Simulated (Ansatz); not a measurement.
**Loss of H2: how K changes with temperature for CH2F2O ⇌ COF2 + H2**

Species: CH2F2O `OC(F)F`, singlet; COF2 `O=C(F)F`, singlet; H2 (hydrogen), singlet. 

The electronic reaction energy at CCSD(T)/CBS estimate is +99.3 kJ/mol. Shapes: PBE0-D4/def2-TZVP. Flexible molecules stand in one conformer, not always the lowest. Programs: Ansatz 0.2.0. Enthalpy and entropy come from rigid-rotor, harmonic-oscillator sums on unscaled PBE0-D4/def2-TZVP wavenumbers, ideal gases at 1 bar. Symmetry numbers: CH2F2O 1, COF2 2, H2 2. R = 8.3145 J/(mol K).

```
T (K)  ΔH (kJ/mol)  ΔS (J/(mol K))
  300        +71.8          +115.1
  500        +74.4          +121.9
  700            ?               ?
```

Problem. Work out ln K at 300 and 500 K, and from these estimate it at 700 K.

Solution. 
1. 300 K: ΔG = +71.8 − 300 × (+115.1)/1000 = +37.3 kJ/mol; ln K = −ΔG/RT = -14.95.
2. 500 K: ΔG = +74.4 − 500 × (+121.9)/1000 = +13.5 kJ/mol; ln K = −ΔG/RT = -3.25.
3. Slope against 1000/T: (-3.25 − (-14.95))/(2.0000 − 3.3333) = -8.77, that is −ΔH/R with ΔH near +73 kJ/mol.
4. 700 K: ln K = -14.95 + (-8.77) × (1.4286 − 3.3333) = +1.75.

The full sums give ΔH = +75.6 kJ/mol, ΔS = +123.9 J/(mol K), ΔG = -11.1 kJ/mol and ln K = +1.91 at 700 K, so the line is off by -0.16 in ln K; without rounding the miss is -0.14, from the change of ΔH with temperature. The products are favoured at 1 bar above about 600 K, give or take 80 K for 10 kJ/mol in the energy. The number of molecules rises, which sets the sign of ΔS, and lower pressure favours the products. An error of 10 kJ/mol in the energy moves ln K by 1.7 at 700 K. The CBS estimate extrapolates MP2 from def2-TZVPP and def2-QZVPP and adds CCSD(T) − MP2 in the triple-zeta set, cores frozen; for H2 it overshoots the exact energy by about 1 mEh.

Loss of H2 from difluoromethanol is driven by entropy: ΔH stays positive throughout, yet ln K climbs from -14.95 at 300 K to +1.91 at 700 K as the TΔS term overtakes it. The entropy gain comes chiefly from the translation of a second free molecule. The energetic cost reflects the exchange of a C–H and an O–H bond for H–H and the π component of C=O, a cost that fluorine lone-pair donation into the carbonyl π system probably moderates. ΔH lies well below the electronic energy of +99.3 kJ/mol mainly because stiff O–H and C–H stretches and several hydrogen bends disappear, and the single H–H stretch recovers only part of their zero-point energy. The slight rise of ΔH with temperature fits vibrational modes being replaced by translations and rotations that are already fully excited. A favourable K does not make this the observed decomposition route, since α-fluoroalcohols characteristically lose HF, here giving formyl fluoride, and neither that channel nor any barrier is computed.
